## Volume, stiffness and gap of silicon by class of method

A crystal stiffens when it is squeezed. For silicon the bulk modulus B rises by roughly 4 GPa for each GPa of pressure, a rough recalled value, and this makes B vary as the inverse fourth power of the volume per atom V. An error of 1% in volume should therefore bring an error of about 4% in modulus, in the opposite direction. The rule holds for any method whose energy differs from that of a reference by an amount linear in volume, because such an error acts like a constant pressure: it moves the minimum of the energy curve but adds no curvature.

Silicon in the diamond structure (Fd-3m), treated with force fields, semi-empirical methods and DFT, without spin polarisation or spin-orbit coupling; k meshes range from 4×4×4 to 8×8×8. Gaps and times belong to single points on the r2SCAN-relaxed cell, volumes to each method's own relaxation or energy curve, and bulk moduli to a fixed cell shape.

| name | kind | band gap (eV) | volume per atom (Å³) | bulk modulus (GPa) | atoms computed | rough processor time, order of size (s) |
| --- | --- | --- | --- | --- | --- | --- |
| Si.sw | force field | n/a | 20.023 | 101.50 | 2 | 0.1 |
| Si.tersoff | force field | n/a | 20.026 | 97.70 | 2 | 0.1 |
| SiC_Erhart-Albe.tersoff | force field | n/a | 20.000 | 99.10 | 2 | 0.1 |
| Si.edip | force field | n/a | 20.018 | 101.00 | 2 | 0.1 |
| PBE coarse-settings | low cutoff and mesh | 0.556 | n/a | n/a | 2 | 0.3 |
| DFTB | tight binding | 2.839 | n/a | n/a | 2 | 0.4 |
| PBE | semilocal | 0.583 | 20.462 | 89.10 | 2 | 0.8 |
| PBE SZV | small basis | 2.662 | 21.331 | 88.30 | 2 | 3 |
| PBE sz-orbitals | small basis | 1.686 | n/a | n/a | 2 | 4 |
| GLLB-SC | model potential | 1.065 | n/a | n/a | 2 | 4 |
| PBE DZVP | small basis | 0.638 | 20.429 | 89.70 | 2 | 6 |
| PM7 | semi-empirical | 6.648 | 18.105 | 188.40 | 64 | 10 |

With PBE as the reference, the rule reads

B = B(PBE) × [V(PBE)/V]⁴.

Only the PBE row enters it, and the other seven rows with a volume and a modulus test it. The output after the text compares each of them with this curve.

The four force fields lie close to the curve. Their volumes are about 2% below that of PBE, which should make them 9% stiffer, and they are in fact 10 to 14% stiffer. Most of the apparent softness of PBE thus goes with its larger lattice. That lattice is a known trait of the functional, which binds atoms in solids slightly too weakly. The force fields were fitted to properties of silicon, so their good place here is no promise for a property outside the fit.

Two rows leave the curve: PBE SZV, which describes the valence electrons with a minimal basis, and PM7, a semi-empirical method. The first is easy to overlook, because its modulus of 88.3 GPa differs by only 1% from that of PBE. Its volume, however, is 4% too large relative to PBE, and so large a crystal ought to be clearly softer. The estimate in full is

- volume ratio: 20.462/21.331 = 0.959
- fourth power: 0.847
- expected modulus: 0.847 × 89.1 GPa = 75 GPa

The computed modulus is 17% above this expectation. The good modulus of PBE SZV is therefore a cancellation of two errors: the swollen lattice softens the crystal, and something else stiffens it again by nearly as much.

The table points to the basis as the source of both. PBE DZVP uses the same functional with a second radial function for each valence shell and with polarisation functions, and it returns to the PBE volume and modulus within 1%. A minimal basis gives each valence shell one radial shape, fixed beforehand. When atoms approach, the electrons between them need to contract and to shift into the bond, and a fixed shape follows this poorly.

The energy lost in this way is plausibly greatest at short distance and fades as the atoms move apart. The slope of such an error pushes the atoms outwards, about as strongly as a tension of 3 GPa would pull on PBE silicon. Because the error fades gradually, its own curve is bent upwards, and this bend adds to the stiffness. One cause could thus give both a larger volume and a modulus above the fourth-power rule. Which of the added functions in PBE DZVP does most of the repair remains untested.

PM7 errs in the other direction. Its volume is 12% below that of PBE, a compression for which PBE silicon would need about 14 GPa if it kept the diamond structure. Squeezing alone would raise the modulus from 89 to 145 GPa, whereas PM7 gives 188 GPa. With this exponent, somewhat more than half of its extra stiffness belongs to the short bonds, and the rest to an energy curve that is too strongly bent even for that volume.

The likely reason is that the parameters of PM7 were set mainly on molecules, where few atoms have the surroundings of silicon in its crystal. This is a guess, since the 64-atom cell with few k points may also contribute. The size of the break is less certain than its existence, because over so large a compression the result depends on the exponent. With 3 or 5 in place of 4, the excess over the rule becomes 46% or 15%. For PBE SZV the same change gives 12% or 22%.

The band gap singles out the same two rows and adds others. All gaps were computed on one cell, relaxed with r2SCAN, so the different volumes of the methods play no part in them. The three PBE rows without a minimal basis agree within 0.1 eV, near 0.6 eV. With a minimal basis the same functional gives 1.7 eV (PBE sz-orbitals) or 2.7 eV (PBE SZV). The k mesh matters far less: in the coarse PBE run, looking only at the mesh points would raise the gap by 0.14 eV.

The gap opens because a minimal basis treats filled and empty states unequally. The filled bands are bonds between neighbours, and combinations of atomic s and p functions describe them fairly well. The lowest empty states are antibonding and spread into the open spaces of the diamond lattice, where these functions have little freedom. Their energy is therefore expected to come out too high, and a richer basis should lower them more than it lowers the bonds. DFTB, with a gap of 2.8 eV, also works with a small, fixed set of atomic functions, and its simplified Hamiltonian may add an error of its own.

A larger gap can also have a sound physical origin. PBE gives about half of the measured gap, which is roughly 1.2 eV as a recalled value. One reason is that its potential lacks the jump that the exact potential makes when an electron is added to the crystal. GLLB-SC estimates this jump and reaches 1.07 eV. A minimal basis moves the gap in the same direction, here well past the measured value, without containing any of this physics. A gap larger than that of PBE is therefore no sign by itself of a better method.

PM7 has the largest gap, 6.6 eV, for yet another reason. It is a Hartree-Fock orbital gap, in which an added electron meets the others as if they were frozen. In solid silicon the surrounding electrons move aside and screen the added charge strongly, which lowers the cost of adding it. The missing screening is probably the main reason why the gap is 11 times that of PBE, though the small basis, the few k points and the fitted parameters of PM7 may also contribute.

For practical work, a modulus should be read together with its volume. If a cheaper method changes the volume by 1%, a change of about 4% in the modulus the other way is the ordinary consequence. A modulus that stays put while the volume moves, as in PBE SZV, is a warning, and repeating the calculation with the same functional and a larger basis shows whether the basis is to blame.

The analysis program printed:

```
Each method against PBE:
                      row  volume change %  modulus change %  PBE modulus moved to this volume GPa  modulus above moved PBE %  pressure taking PBE there GPa  gap less PBE gap eV
                    Si.sw           -2.145             13.92                                 97.17                      4.451                          2.019                  n/a
               Si.tersoff           -2.131             9.652                                 97.12                     0.6008                          2.004                  n/a
  SiC_Erhart-Albe.tersoff           -2.258             11.22                                 97.62                      1.513                          2.131                  n/a
                  Si.edip            -2.17             13.36                                 97.27                      3.833                          2.043                  n/a
      PBE coarse-settings              n/a               n/a                                   n/a                        n/a                            n/a               -0.027
                     DFTB              n/a               n/a                                   n/a                        n/a                            n/a                2.256
                      PBE                0                 0                                  89.1                          0                              0                    0
                  PBE SZV            4.247           -0.8979                                 75.44                      17.04                         -3.414                2.079
          PBE sz-orbitals              n/a               n/a                                   n/a                        n/a                            n/a                1.103
                  GLLB-SC              n/a               n/a                                   n/a                        n/a                            n/a                0.482
                 PBE DZVP          -0.1613            0.6734                                 89.68                    0.02553                         0.1443                0.055
                      PM7           -11.52             111.4                                 145.4                       29.6                          14.07                6.065
Largest modulus excess among the force fields, exponent 4 (%): 4.451
Smallest modulus excess among the force fields, exponent 4 (%): 0.6008
PBE SZV modulus excess with exponent 3 (%): 12.27
PBE SZV modulus excess with exponent 5 (%): 22.01
PM7 modulus excess with exponent 3 (%): 46.47
PM7 modulus excess with exponent 5 (%): 14.67
PBE SZV volume above PBE DZVP (%): 4.415
PBE SZV gap less PBE DZVP gap (eV): 2.024
PBE sz-orbitals gap less PBE DZVP gap (eV): 1.048
PBE DZVP gap less coarse PBE gap, spread of the three agreeing PBE rows (eV): 0.082
Coarse PBE gap on mesh points alone less gap with the band minimum included (eV): 0.1376
PM7 gap over PBE gap (ratio): 11.4
```
